## Boron phosphide: which gap counts, and how free are its electrons?

### Question

I am looking at band levels of boron phosphide (BP) at seven points of a k mesh. "Level under 1" is the highest filled level at a point and "level over 1" the lowest empty one; the zero is the top of the valence band. From the reciprocal vectors I find that point 1 is Γ, the zone centre, and point 2 is L. Point 3 lies between Γ and K, point 4 at three quarters of the way from Γ to X, point 5 at K, point 6 midway between X and W, and point 7 at W.

Kohn-Sham levels of relaxed boron phosphide (BP, two-atom cell) from ABINIT 10.8.3 with the LDA, PseudoDojo NC SR LDA v0.4.1 standard pseudopotentials, a wave cutoff of 1034.03 eV and an 8×8×8 k mesh. Fermi-Dirac occupations have a width of 0.05 eV; spin polarisation and spin-orbit coupling are off. Levels are counted from the valence top.

| point a (reciprocal cell vector) | point b (reciprocal cell vector) | point c (reciprocal cell vector) | level point (row) | level under 4 (eV) | level under 3 (eV) | level under 2 (eV) | level under 1 (eV) | level over 1 (eV) | level over 2 (eV) |
| --- | --- | --- | --- | --- | --- | --- | --- | --- | --- |
| 0.0000 | 0.0000 | 0.0000 | 1 | -15.697 | 0.000 | 0.000 | 0.000 | 3.441 | 3.441 |
| 0.5000 | 0.0000 | 0.0000 | 2 | -12.239 | -9.248 | -1.788 | -1.788 | 3.973 | 4.711 |
| -0.2500 | 0.2500 | 0.0000 | 3 | -12.787 | -6.524 | -5.393 | -1.976 | 3.850 | 6.450 |
| 0.3750 | 0.3750 | 0.0000 | 4 | -12.374 | -6.557 | -3.862 | -3.862 | 1.196 | 2.575 |
| -0.3750 | 0.3750 | 0.0000 | 5 | -10.674 | -8.216 | -6.455 | -3.594 | 2.068 | 6.001 |
| -0.3750 | 0.5000 | 0.1250 | 6 | -10.551 | -8.415 | -5.078 | -5.026 | 2.839 | 3.312 |
| -0.2500 | 0.5000 | 0.2500 | 7 | -10.386 | -8.073 | -5.876 | -5.680 | 5.245 | 6.749 |

1. How large is the gap, and is it direct?
2. Do the deepest valence electrons behave at all like free ones?
3. Why is the lowest empty level near X and not at Γ?
4. Why, then, is the smallest vertical gap still at Γ?
5. Why do some levels agree to the last digit?
6. What would change if both atoms were the same element?
7. What would a coarser mesh do, and which digits can I trust?

### Answer

**1. The gap.** The highest filled level is at Γ and the lowest empty one at point 4, 1.196 eV higher, so the gap is indirect. Light carries almost no crystal momentum. It can lift an electron on its own only at a fixed point, and the smallest such vertical gap is 3.441 eV, at Γ. Between the two energies a lattice vibration must supply the change of momentum. That makes absorption weak in this range, and it makes the material a poor light emitter.

**2. The deepest band.** Start from an electron that feels no crystal at all. Its energy rises with the wave vector $k$ as

$$E=\frac{\hbar^2k^2}{2m},\qquad \frac{\hbar^2}{2m}=3.81\ \text{eV Å}^2 .$$

The relaxed cube edge is $a=3.173\sqrt2=4.487$ Å, and point 4 lies at $k=0.75\times2\pi/a=1.05$ Å⁻¹. The free electron therefore gains about 4.20 eV between Γ and point 4. The lowest band, "level under 4", climbs from −15.697 to −12.374 eV, a gain of 3.32 eV. That is 79 per cent of the free value, from an estimate with no adjustable constant.

By this measure the electrons are fairly free at point 4, but they are not equally so everywhere. The crystal potential mixes plane waves whose wave vectors differ by a reciprocal lattice vector. Mixing pushes the lower of two waves down, and most strongly when both have the same energy. At points 3 and 4 a single wave is lowest, and the band keeps nearly four fifths of the free rise. At the other points away from Γ, which lie on the zone boundary, two to four waves tie for the lowest place, and the share drops to between 57 and 65 per cent.

One might blame distance from Γ alone, since the points with ties are also the far ones. Two rows speak against that. Point 6 is farther out than L, and two waves tie at each, yet point 6 keeps the slightly larger share. Within this small set the share follows the number of tied waves somewhat better than the distance, though that rests on this one pair. What lowers the band is the splitting of the tied waves, not the tie itself. The midpoint of the two deepest levels at point 6 keeps 78 per cent of the free rise, about as much as the single-wave points do. There the two tied waves can split only because boron and phosphorus differ, as answer 6 explains.

**3. The lowest empty level.** The same waves suggest where the empty valley lies. Eight valence electrons, two to a band, fill four bands, so the fifth is the first empty one. List the free waves at a point by energy and look at the fifth. At Γ there is one wave at zero, followed by eight at 3 in units of $(\hbar^2/2m)(2\pi/a)^2$, so the fifth has energy 3.

At point 4 the wave vector is $(0,0,\tfrac34)$ in units of $2\pi/a$. Subtracting the reciprocal vector $(1,1,1)$ gives a wave with energy $1+1+\tfrac1{16}$, or about 2.1. Three more waves share this energy and only two lie lower, so the fifth wave sits well below its counterpart at Γ. The potential then splits the four tied waves into filled bonding and empty antibonding combinations. The empty valley near X thus owes much to the geometry of the lattice.

This count is crude, but it carries some way through the table. It puts K just behind point 4 and W highest of all, and the lowest empty levels agree with both. It fails for Γ, which it places above L and point 3, whereas the calculated level lies below both. It also puts point 3 slightly below point 6, whereas the calculated level at point 3 is clearly the higher one. The count knows the lattice but not the strength of the mixing. It would be the same for gallium arsenide, whose lowest empty level is at Γ, so it can suggest a valley but not prove one. In BP the valley near X wins also because no s-like state comes down far enough at Γ, as answer 5 shows.

**4. The smallest vertical gap.** A vertical gap has two ends, and both move. From Γ to point 4 the lowest empty level falls by 2.245 eV, but the highest filled level falls by 3.862 eV. The filled end drops faster, so the vertical gap widens even as the empty level reaches its lowest value.

The reason for the faster drop lies in the bonds. At Γ the highest filled states are made of p orbitals on boron and phosphorus. The end-on part of their overlap along each bond is bonding, but the sideways part is then antibonding, and part of the gain is lost. Away from Γ the phase of the wave changes from cell to cell. Towards X this lets p orbitals of different orientation on neighbouring atoms combine, so that both parts of the overlap help to bind. At L it turns the sideways overlap along one of the bonds from antibonding to bonding.

The top of the valence band is thus the place where p bonding is weakest. This is an argument from orbital theory, but the table fits it: at each of the other six points the highest filled level lies below that at Γ. The same reasoning applies to other tetrahedral semiconductors, whose valence top is commonly at Γ while the lowest empty level may be elsewhere.

**5. The equal levels.** They come from symmetry. In a cubic crystal the three p directions are equivalent at Γ, and the valence top appears three times at 0.000 eV. Moving towards X singles out one axis. The two p directions across it remain equivalent, which gives the pair at −3.862 eV, while the direction along it mixes with s orbitals and separates. L has its own axis, along a bond, and again leaves a pair.

The repeated empty level at Γ tells something about its character. An s-like state would be single there, so the lowest empty state is not s-like. Most likely it is the antibonding partner of the p states at the valence top. In gallium arsenide, a direct-gap semiconductor, the s-like antibonding state has come down to form the bottom of the conduction band at Γ. In BP it lies higher, probably because the s orbitals overlap strongly across the short bonds, which pushes their antibonding state up.

The exact threefold agreement at the valence top also depends on a setting. Spin-orbit coupling is switched off; with it, the top would split by roughly some hundredths of an electronvolt, as these are light atoms. That hardly matters for the gap, but it does matter for the detailed motion of holes near the top.

**6. Two equal atoms.** To keep eight valence electrons, the element would have to bring four per atom, as silicon does; two boron atoms have only six, and two phosphorus atoms have ten. With the atoms left in their places, the crystal would then have the diamond structure, and all levels on the line from X to W would come in exact pairs. Point 6 shows what the difference between boron and phosphorus does to them. The two deep levels, at −10.551 and −8.415 eV, are 2.136 eV apart. The two highest filled levels differ by only 0.052 eV.

The deep pair is sensitive because of a cancellation. Along this line the wave reaches the four neighbours of an atom with phases that cancel for s orbitals. The s orbitals of boron and phosphorus therefore do not couple to each other, and the difference between their energies shows in the splitting, though mixing with the neighbours' p orbitals changes its size. Phosphorus has the deeper s level as a free atom, so the lower state should be the one richer in phosphorus s. With equal atoms both states would have the same energy.

The upper pair is protected near X. There it consists mainly of p orbitals across the axis from Γ to X, and at X itself a symmetry of the BP crystal still makes the two directions equivalent, although the atoms differ. The pair can open only as one moves away from X. It reaches 0.196 eV at W, where p orbitals along the axis are expected to mix in and symmetry no longer keeps the splitting small. To see how unlike the two atoms are, one should therefore look at the deep levels, not at the top of the valence band.

**7. The mesh and the digits.** The present mesh samples the line from Γ to X at every quarter. A 4×4×4 mesh would keep only Γ, the midpoint and X, so point 4 would disappear. In the same crystal potential the gap on that mesh could not come out smaller, and it would probably be larger. In that same potential, a finer mesh that keeps the present points can only lower the gap or leave it unchanged, since the true minimum need not fall on a sampled point. The last digits of 1.196 eV thus belong to point 4 and not to the bottom of the valley; "about 1.2 eV" is the fair reading.

Even this is the gap of the local-density approximation (LDA), not of a real crystal. The measured indirect gap is roughly 2 eV, a recalled value. The mesh cannot explain the shortfall, because the true minimum of the empty band cannot lie above the lowest sampled level. Spin-orbit coupling would also lower it, by raising the valence top, and lattice vibrations usually narrow gaps as well. The relaxed LDA cell is slightly smaller than the measured one, which may also shift the gap a little. The main cause is the well-known tendency of LDA to make gaps too small.

For a design value, such as the onset of absorption, take a measured gap. The table serves better for the shape of the bands: an indirect gap with its valley towards X, a valence top at Γ, and deep levels that reveal the difference between the atoms. Those findings rest on symmetry or on differences of electronvolts, which are far larger than the uncertainty left by the mesh.
